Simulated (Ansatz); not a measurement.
## ZnCo: energy above lowest point against volume scale

Free energy against uniform scaling of the volume at fixed shape and fractions; periodic cell, basis, potentials, k mesh and filling as listed. The results are calculated, by Ansatz 0.2.0.

The cell before it is scaled or strained (space group P-6m2, No. 187):
```
cell vectors (Å)
   2.6072     0.0000     0.0000
  -1.3036     2.2579     0.0000
   0.0000     0.0000     4.1717
atoms (fractions of the cell vectors)
Zn  0.66667  0.33333  0.00000
Co  0.00000  0.00000  0.50000
```

Settings of every row: functional PBEsol; dispersion none; potentials PAW; wave cutoff 500 eV; density cutoff 2000 eV; k mesh 13x13x7; k shift 0x0x0; occupations fermi dirac; smearing width 0.1 eV; spin collinear.

Limits: coarse k mesh, up to 40 meV an atom off; the cell comes from a prototype or a list of computed structures and needn't be the stable phase; with one magnetic atom in the cell only parallel moments are possible.

| row | volume scale | V (Å³/atom) | energy above lowest point (meV/atom) |
| --- | --- | --- | --- |
| 1 | 0.94 | 11.542 | 0 |
| 2 | 0.96 | 11.788 | 1.3 |
| 3 | 0.98 | 12.033 | 7.5 |
| 4 | 1 | 12.279 | 18 |
| 5 | 1.02 | 12.525 | 32.2 |
| 6 | 1.04 | 12.77 | 49.7 |
| 7 | 1.06 | 13.016 | ? |

Question: what energy above lowest point should row 7 give?

Worked fit of energy above lowest point. Take u = (V_r/V)^(2/3) − 1 with V_r = 12.156 Å³ an atom, which is twice the finite (Eulerian) strain; such expansions in the strain, on which the Birch-Murnaghan equation of state is built, carry the rest volume and the bulk modulus. The shown rows have u = 0.03516, 0.02071, 0.0068, -0.00669, -0.01974, -0.03232. Least squares give energy above lowest point = 12.23 − 778.8 × u + 11996 × u² + 7188 × u³ meV/atom; a parabola predicts inner rows, each left out in turn, worse (root mean square 0.096 against 0.04 meV/atom). All shown rows lie on it to the printed digit. Its lowest point lies at u = 0.0316, or V = 11.6 Å³ an atom, and the curvature there gives the bulk modulus at fixed shape and fractions, B = (4/9)(1 + u)² E″(u)/V = 166 GPa. Letting shape and atoms relax would as a rule lower it, by much in layered, chain or molecular crystals. The withheld row has u = -0.04455, so the fit gives 12.23 − 778.8 × (-0.04455) + 11996 × (-0.04455)² + 7188 × (-0.04455)³ = 70.1 meV/atom.

The calculation gave 70.1 meV/atom. The fit meets it to the printed digit. This row lies beyond the range of the fit.
